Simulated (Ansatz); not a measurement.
**CdF2**

Level of theory: DFT, r²SCAN, scalar-relativistic, no spin polarisation; plane waves to 500 eV with PAW datasets (Ansatz 0.2.0), Γ-centred 8×8×8 mesh. The datasets are Ansatz's generated set soft_2.

```yaml
crystal:
  lattice:
    - [0.00000, 2.69410, 2.69410]
    - [2.69410, 0.00000, 2.69410]
    - [2.69410, 2.69410, 0.00000]
  atoms:
    - { symbol: Cd, position: [0.00000, 0.00000, 0.00000] }
    - { symbol: F, position: [0.25000, 0.25000, 0.25000] }
    - { symbol: F, position: [0.75000, 0.75000, 0.75000] }
```

The chain of runs began from a cell as deposited in COD, expanded in volume.

(1) What is the static dielectric tensor, the lattice's part included?

(2) List the optical modes at the zone centre without the LO–TO term, with degeneracy and infrared intensity.

(3) Where do the optical modes lie for q → 0 along (0.00, 0.00, 1.00), with the long-range field?

Answers:

(1) 7.89 (isotropic)

(2) 
```
ω (cm⁻¹)  degeneracy  IR intensity ((D/Å)²/u)
     224           3                    14.54
     313           3                     0.00
```

(3) 224 (×2), 313 (×3), 388 cm⁻¹.

An ε∞ of 2.65 means a refractive index of √ε∞ = 1.63 below the gap, far above the lattice modes.

With one infrared-active mode the Lyddane–Sachs–Teller relation ties the modes to the static constant, ε0 = 7.89, which is built from the same mode and Born charges: ω_LO = ω_TO √(ε0/ε∞) = 224.5 × √(7.89/2.65) = 388 cm⁻¹, and the run has a mode at 388 cm⁻¹.

The mean Born charge of Cd is 2.44 against a formal +2. It exceeds the formal charge because moving the ion changes its mixing with the anions' p states, and electrons flow along the bond.

Semilocal functionals make the gap too small and so ε∞ somewhat too large.

The static dielectric response of CdF2 is mostly ionic: the constant rises from 2.65 with the ions clamped to 7.89 once they can move. The source is the polar mode at 224 cm⁻¹, in which Cd moves against the two fluorine sublattices. Its large dipole meets only weak electronic screening, as expected for tightly bound fluoride electrons, so the macroscopic field lifts the longitudinal branch far above the transverse pair.

The 313 cm⁻¹ triplet is the Raman-active fluorite mode. The fluorine sublattices move in opposition while Cd stays at rest at an inversion centre, so no dipole arises, and the mode has neither infrared intensity nor a shift in the long-range field. Its frequency therefore reflects the force constants and the fluorine mass, not the mass of Cd.

The Born charge of 2.44 is only moderately above the formal value, which suggests a mainly ionic crystal with some Cd–F covalency. Real frequencies at the zone centre do not establish dynamical stability at other wavevectors.
